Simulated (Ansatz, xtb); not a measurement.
## Ligand exchange: SnH3Br + SiH4 → SiH3(SnH3) + HBr

Species: SnH3Br `[Br][SnH3]`, singlet; SiH4 (silane) `[SiH4]`, singlet; SiH3(SnH3), singlet; HBr (hydrogen bromide), singlet. The partners trade Br for SiH3: Sn–Br and H–SiH3 bonds give way to Sn–SiH3 and H–Br.

Shapes, held fixed at every level: PBE0-D4/def2-TZVP. Programs: Ansatz 0.2.0, xtb 6.7.1, xtb 6.7.1 later snapshot. The zero-point and thermal change to 298 K, harmonic and unscaled (PBE0-D4/def2-TZVP), is -2.1 kJ/mol.

```
              level                   kind  ΔH(298 K) (kJ/mol)  less CCSD(T)/def2-TZVPP
           GFN2-xTB         semi-empirical              +111.3                    +39.7
  PBE-D4/def2-TZVPP                    GGA               +64.0                     -7.6
B3LYP-D4/def2-TZVPP          global hybrid               +76.8                     +5.2
       MP2/def2-SVP    perturbation theory               +81.4                     +9.8
   CCSD(T)/def2-SVP  coupled cluster or CI               +73.9                     +2.3
      CCSD/def2-SVP  coupled cluster or CI               +75.8                     +4.2
    CCSD/def2-TZVPP  coupled cluster or CI               +73.8                     +2.2
 CCSD(T)/def2-TZVPP  coupled cluster or CI               +71.6                      0.0
```

The highest level, CCSD(T)/def2-TZVPP, gives ΔH(298 K) = +71.6 kJ/mol; the levels span +64.0 to +111.3. The column of differences is taken from that level and isn't an error. No measured value is set beside it here. For atoms past krypton def2 sets carry core potentials with scalar relativity. Relativity is left out for Br unless named. Correlated rows may include outer-core shells of Br, Sn, which these sets cover unevenly.

The exchange is clearly endothermic, +71.6 kJ/mol at the highest level, and every method agrees on the sign. H–Si and H–Br bonds are of broadly similar strength, so the cost comes mainly from giving up a strong, polar Sn–Br bond for a weaker, nearly nonpolar Sn–Si bond. Bromine gains more from electropositive tin than from hydrogen, and the diffuse valence orbitals of tin and silicon overlap too modestly to make up the loss. The thermal term of -2.1 kJ/mol barely matters, so the preference is electronic.

The coupled-cluster values lie close together, whereas MP2 stays well above CCSD(T) in the same small basis, which points to its treatment of correlation rather than to the basis. GFN2-xTB gets the direction right but greatly exaggerates the cost. With two molecules on each side, entropy probably does little to offset the enthalpy, which suggests that HBr would favourably cleave the Si–Sn bond in reverse. Whether that cleavage would instead put bromine on silicon is not settled here.
